Appendix: Phonon-screening correction to the exciton binding energy

A.1 Premises and conventions

E_g is the gap, V the crystal volume, ε₀ the vacuum permittivity, and ε∞ and ε_s the high-frequency and static dielectric constants. Phonon energies are written E = ħω. The binding energy E_b is counted positive, so a negative ΔE_b means weaker binding.

P1. One conduction and one valence band, isotropic and parabolic, with masses m_e and m_h, 1/μ = 1/m_e + 1/m_h, β_e = μ/m_e, β_h = μ/m_h and β_e + β_h = 1. Wave vectors are counted from the band extrema.
P2. The reference problem is the static, clamped-ion Bethe-Salpeter equation (BSE) in the Tamm-Dancoff approximation, without electron-hole exchange and with electronic screening by the constant ε∞.
P3. The lattice enters through dispersionless, undamped longitudinal optical (LO) modes and their long-range field, at T = 0.
P4. The kernel contains one exchanged phonon, and the pair propagates freely while that phonon is in flight.
P5. Phonon self-energies shift the two bands rigidly and are absorbed in E_g.
P6. The phonon kernel is treated to first order and evaluated at the unperturbed exciton energy.
A seventh premise, on the recoil energy, enters in A.6.

A.2 Reference state

Let |k⟩ be the pair state with the electron at k and the hole at −k, ε_k = ħ²k²/2μ and W∞(q) = e²/(ε₀ε∞Vq²). Under P1 and P2 the BSE is the Wannier equation

(E_b + ε_k) A_k = Σ_k′ W∞(k − k′) A_k′,  Ω = E_g − E_b.  (A1)

Its 1s solution is ψ(r) = (πa³)^(−1/2) exp(−r/a), with a = a₀ε∞m₀/μ and E_b = Ry(μ/m₀)/ε∞² = ħ²/2μa², which gives e²/(4πε₀ε∞) = 2E_b a. With x = ka the Fourier transform is A_k = 8(πa³/V)^(1/2)/(1 + x²)², ε_k = E_b x², and Σ_k → V∫d³k/(2π)³ gives

Σ_k A_k² f = (32/π) ∫₀^∞ x² f(x) dx/(1 + x²)⁴.  (A2)

For f = 1 this equals 1.

A.3 Fröhlich vertex for several LO modes

For a cubic crystal with n undamped polar modes, ε(E) has poles at the transverse energies and zeros at the longitudinal ones. With z = E², T_i = E_TO,i² and L_i = E_LO,i²,

ε∞/ε = Π_i (T_i − z)/(L_i − z) = 1 − Σ_j η_j L_j/(L_j − z).  (A3)

The second form is the partial-fraction expansion of a rational function that tends to 1 at large z. Matching the residue at z = L_j gives

η_j = Π_i (L_j − T_i) / [L_j Π_(i≠j) (L_j − L_i)].  (A4)

Poles and zeros interlace, T₁ < L₁ < T₂ < L₂ < ..., so numerator and denominator of (A4) hold equally many negative factors and every η_j is positive. Setting z = 0 in (A3) yields the generalised Lyddane-Sachs-Teller relation ε_s/ε∞ = Π L_i/T_i and the sum rule

Σ_j η_j = η ≡ 1 − ε∞/ε_s.  (A5)

The screened interaction is W = W∞ ε∞/ε, and its lattice part is W_ph = W∞ Σ_j η_j E_j²/(E² − E_j²), with E_j = E_LO,j. Exchange of a phonon with vertex g_j(q) gives |g_j|² 2E_j/(E² − E_j²). Equating the two,

|g_j(q)|² = ½ η_j E_j W∞(q).  (A6)

For one mode this is the Fröhlich vertex, |g|² = (e²E_LO/2ε₀Vq²)(1/ε∞ − 1/ε_s). First-order contributions of the modes add, so one mode (E_LO, η) is carried through A.8.

A.4 The dynamical kernel

The electron and the hole have opposite charge, so the coupling is Σ_q g(q)[exp(iq·r_e) − exp(iq·r_h)](b_q + b†_(−q)). Eliminating the one-phonon states adds to the pair Hamiltonian the matrix Σ_m ⟨k|H′|m⟩⟨m|H′|k′⟩/(Ω − E_m). Two processes transfer a phonon between the particles and take |k′⟩ to |k⟩. In the first the electron emits a phonon of wave vector k′ − k and goes to k, and the hole at −k′ absorbs it and goes to −k. In the second the hole emits first. By P4 the intermediate energies are E_g + E_LO + β_e ε_k + β_h ε_k′ and E_g + E_LO + β_e ε_k′ + β_h ε_k. Each product of vertices is −|g|², from the opposite charges. At Ω = E_g − E_b,

K_kk′ = |g(k − k′)|² [1/D_kk′ + 1/D_k′k],  D_kk′ = E_b + E_LO + β_e ε_k + β_h ε_k′.  (A7)

All denominators are positive, so K is real and repulsive: the lattice polarisation opposes the attraction. The processes in which one particle reabsorbs its own phonon are the self-energies of P5.

The dynamical BSE gives the same kernel. With quasiparticle propagators its direct term is

K_kk′ = −(i/2π)∫dE W(E)[1/(Ω − E − Δ₁ + i0) + 1/(Ω + E − Δ₂ + i0)],

where Δ₁ and Δ₂ are the two phonon-free pair energies above. For constant W each fraction integrates to −iπ and K = −W, as in (A1). Insert the time-ordered W_ph = |g|²[1/(E − E_LO + i0) − 1/(E + E_LO − i0)]. The first fraction has its pole in the upper half plane; closing below picks up E = E_LO and gives −|g|²/(Ω − Δ₁ − E_LO). The second has its pole below; closing above picks up E = −E_LO and gives −|g|²/(Ω − Δ₂ − E_LO). The sum is (A7).

A.5 First-order shift

By P6, ΔΩ = Σ_kk′ A_k K_kk′ A_k′, and with E_g fixed ΔE_b = −ΔΩ. The two terms of (A7) turn into each other under k ↔ k′ and contribute equally, which cancels the ½ in (A6). With w = E_LO/E_b and s² = 1 + w,

ΔE_b = −η E_LO Φ,  Φ = Σ_kk′ A_k W∞(k − k′) A_k′ / D_kk′.  (A8)

The angular integral ∫d(cos θ)/(x² + y² − 2xy cos θ) = (1/xy) ln|(x + y)/(x − y)|, with y = k′a, reduces this to

Φ = (64/π²) ∫∫ dx dy xy ln|(x + y)/(x − y)| / [(1 + x²)²(1 + y²)²(s² + β_e x² + β_h y²)].  (A9)

A.6 Closed form

P7. In the denominator ε_k′ is replaced by ε_k, so that D = E_b + E_LO + ε_k.

The motive is that 1/q² favours k′ near k. The step is exact for β_h = 0 and, by the k ↔ k′ symmetry, for β_e = 0; its cost otherwise is bounded in A.8. D no longer depends on k′, and (A1) performs the k′ sum. With (A2),

Φ → F = Σ_k A_k² (E_b + ε_k)/(E_b + E_LO + ε_k) = (32/π) ∫₀^∞ x² dx/[(1 + x²)³(x² + s²)].  (A10)

To evaluate it, write x²/[(x² + p)(x² + s²)] = [p/(x² + p) − s²/(x² + s²)]/(p − s²). Since ∫₀^∞dx/(x² + p) = π/(2√p),

J(p) = ∫₀^∞ x² dx/[(x² + p)(x² + s²)] = (π/2)(√p − s)/(p − s²) = π/[2(√p + s)].

Because 1/(x² + p)³ = ½ ∂²/∂p² [1/(x² + p)], the integral in (A10) is ½J″(1). Differentiating twice,

∂²/∂p² (√p + s)⁻¹ = 1/[4p^(3/2)(√p + s)²] + 1/[2p(√p + s)³],

which at p = 1 equals (s + 3)/[4(1 + s)³]. The integral is π(s + 3)/[16(1 + s)³], so F = 2(s + 3)/(1 + s)³ and

ΔE_b = −2E_LO (1 − ε∞/ε_s)(s + 3)/(1 + s)³,  s = (1 + E_LO/E_b)^(1/2).  (A11)

This is the form given by Filip, Haber and Neaton (2021). E_b in it is the clamped-ion value, computed with ε∞. For several modes,

ΔE_b = −Σ_j η_j E_j F(s_j),  s_j² = 1 + E_j/E_b.  (A12)

A.7 Limits

For w ≫ 1, expansion in 1/s gives F = (2/s²)(1 − 3/s² + 8/s³ ...) = (2/w)(1 − 4/w + ...), so ΔE_b → −2ηE_b. A fast lattice follows the relative motion and screening becomes static, for which the hydrogenic binding is E_b(ε∞/ε_s)² = E_b(1 − 2η + η²). Equation (A11) reproduces the term linear in η and lacks +η²E_b; in this limit it predicts negative binding for η > ½, which marks its failure.

For w ≪ 1, F = 1 − 5w/8 + ..., so ΔE_b → −ηE_LO. The integrand of (A10) shows 0 < F < 1 for w > 0, so |ΔE_b| < ηE_LO: a slow lattice removes less than one phonon energy. This limit belongs to (A11); items (i) and (ii) below modify it.

A.8 Size of the neglected terms

(i) Recoil (P7). The weight in (A9) is positive and the denominator is linear in β_e, so Φ is convex in β_e; it is also symmetric about β_e = ½. Hence Φ(equal masses) ≤ Φ ≤ F, and (A11) is an upper bound on the magnitude of the first-order exchange term. The y integral follows from ∫₀^∞ y ln|(x + y)/(x − y)| dy/(y² + b²) = π arctan(x/b), its derivative with respect to b², and partial fractions in y². For equal masses, with d = 1 + 2w + x²,

Φ = (128/π)∫₀^∞ dx x(1 + x²)⁻² {x/[2d(1 + x²)] − [arctan x − arctan(x/√(d + 1))]/d²}.  (A13)

At w → 0 quadrature gives Φ = 0.93 in place of 1. At large w the terms of order 1/w and 1/w² are independent of the mass ratio, since β_e + β_h = 1 and the weight is symmetric.

(ii) Non-rigid self-energy (P5). The on-shell self-energy of a carrier of mass m is Σ(k) = −Σ_q |g|²/(E_LO + ħ²|k − q|²/2m − ħ²k²/2m). The sum is a convolution of 4π/q² and 1/(κ² + q²), whose transforms are 1/r and exp(−κr)/4πr, and equals a constant times ∫₀^∞dr exp(−κr) sin(kr)/(kr) = arctan(k/κ)/k, with κ² = k₀² − k² and ħ²k₀²/2m = E_LO. Collecting constants, with β = μ/m, x₀ = k₀a = (w/β)^(1/2) and u = x/x₀,

Re Σ = −αE_LO φ(u),  αE_LO = ηE_b x₀,

with φ = arcsin(u)/u for u < 1 and π/2u above the emission threshold, where κ is imaginary; α is the Fröhlich constant. The gap moves with φ(0) = 1, the exciton with the average of φ over (A2). An integration by parts, in which the boundary term cancels the part above threshold, gives ⟨φ⟩ = (16x₀/3π)∫₀^(π/2)dθ/(1 + x₀² sin²θ)³, and so, per carrier,

δE_b = ηE_b x₀ [x₀(3t⁴ + 2t² + 3)/(3t⁵) − 1],  t² = 1 + x₀².  (A14)

For x₀ ≫ 1 the bracket is 1/(6x₀²) and δE_b = +αβE_b/6, the polaron mass enhancement; relative to 2ηE_b it falls as w^(−1/2). For x₀ ≪ 1, δE_b → −αE_LO = −η(E_b E_LO/β)^(1/2), which exceeds ηE_LO by the factor (βw)^(−1/2). The compact neutral exciton then loses the polaron shift that lowers the gap, and binding measured from the renormalised gap changes mainly through this term. Equation (A14) is a size estimate, since particles bound in the exciton are off shell and cannot emit a phonon at T = 0.

(iii) Coulomb attraction in the intermediate state (P4). Adding V(r) = −2E_b a/r to the intermediate energy changes 1/D by −V/E_LO² to leading order at large w. The sum over q turns W∞ into 2E_b a/r, so ΔE_b changes by −η⟨(2E_b a/r)²⟩/E_LO = −8ηE_b²/E_LO, using ⟨a²/r²⟩ = 2. Relative to −2ηE_b this is +4/w, which cancels the −4/w of A.7. The first dynamical correction in (A11) is thus as large as a term that P4 omits.

(iv) Higher orders in η (P6). Evaluating the kernel at the shifted energy replaces s_j² by 1 + (E_j + ΔE_b)/E_b in (A12) and increases |ΔE_b|. Relaxing A_k at fixed Ω lowers the exciton energy, by the variational principle, and acts the other way; in the static limit it supplies +η²E_b.

(v) Temperature. With Bose occupation N the emission term gains a factor N + 1 and an absorption term with E_LO → −E_LO in D appears. For w < 1, F(s) in (A12) becomes (N + 1)F(√(1 + w)) + N F(√(1 − w)). For w > 1 the absorption denominator vanishes inside the integral, which describes dissociation.

A.9 Range of validity

Equation (A11) is the first-order, one-phonon exchange shift of a Wannier 1s exciton at T = 0, exact within P1 to P6 for an extreme mass ratio and an upper bound in magnitude otherwise. It needs a much larger than the lattice constant, so that effective masses, constant ε∞ and the 1/q vertex hold. As the full change of binding it is controlled when |ΔE_b| ≪ E_b, α ≲ 1 and w ≫ 4, which together require small η. Since β ≤ 1, w ≫ 4 implies x₀² = w/β ≫ 1 for both carriers, so that (A14) is a fraction 1/(12x₀) of 2ηE_b per carrier; with α = η/(βw)^(1/2), the condition α ≲ 1 reads βw ≳ η². For w of order 1 it is an interpolation whose omitted terms are of the same order in η. For w ≪ 1 it gives the exchange term only.

A.10 Illustration: a model of cubic SrTiO3

Compiled measured values: ε_s = 310 at room temperature (Hong 2013), ε∞ = 5.2 (Pishtshev 2010), lattice constant 3.905 Å at room temperature (Zhang 2017). Typical room-temperature mode energies: E_LO = 21.2, 58.4 and 98.7 meV, and E_TO = 21.8 and 67.6 meV for the two upper transverse modes. The soft mode is fixed by the Lyddane-Sachs-Teller relation, which gives E_TO,1 = 10.7 meV and enforces (A5) with η = 0.983. Assumed masses: m_e = m_h = 0.6 m₀, so μ = 0.3 m₀, E_b = 151 meV and a = 9.2 Å, or 2.3 lattice constants. The masses were chosen so that E_b falls in the range of roughly 0.1 to 0.25 eV typical of clamped-ion BSE calculations for the direct exciton; it is an input, not a prediction.

E_LO (meV) | η_j | w_j | s_j | F | ΔE_b,j (meV)
21.2 | 0.0029 | 0.140 | 1.068 | 0.920 | −0.06
58.4 | 0.175 | 0.387 | 1.178 | 0.809 | −8.3
98.7 | 0.805 | 0.654 | 1.286 | 0.718 | −57.0

The sum is ΔE_b = −65 meV, a fraction 0.43 of E_b, leaving 86 meV. The lowest LO mode lies just under a TO mode and carries almost no weight. Assigning all of η to the highest mode gives −70 meV. The slow-lattice limit −Ση_jE_j is −90 meV. The fast-lattice limit −2ηE_b = −297 meV is meaningless here, and full static screening would leave 0.042 meV.

The size of ε_s hardly matters, because η is saturated. Sending E_TO,1 → 0, that is ε_s → ∞, with the other modes fixed changes the sum to −66 meV. The use of room-temperature dielectric data in a T = 0 formula is therefore harmless within the model: the large ε_s comes from a soft transverse mode, while the exciton responds to the LO poles of 1/ε, whose energies cap the shift.

The neglected terms matter more. (i) For the assumed equal masses (A13) gives Φ = 0.763 and 0.681 for the two upper modes and a total of −62 meV, 5 per cent below (A12) in magnitude. (ii) The summed Fröhlich constant is α = 1.8 per carrier, with a band-edge shift of 0.16 eV each, as large as E_b; (A14) summed over modes and carriers is +37 meV. (iii) The parameter 4/w is 6.1 for the highest mode, so the expansion in 1/w doesn't apply and the term can't be assumed smaller than the effect. (iv) Solving (A12) at the shifted energy, with A_k frozen, gives −88 meV. (v) At 300 K, N = 0.12 and 0.022 for the two upper modes, and the thermal terms add −7 meV.

P1 is also strained. The Ti t2g conduction bands and the O 2p valence bands are degenerate and anisotropic, the fundamental gap is indirect so that the direct exciton overlaps a continuum, and the crystal is tetragonal at low temperature. The exciton's momentum scale 1/a is 0.14 of the zone-boundary wave vector, small but not negligible. The model's result is a reduction of about 0.07 eV, to a binding of about 0.09 eV, dominated by the highest LO mode, with omitted terms of both signs that reach half of the correction or more.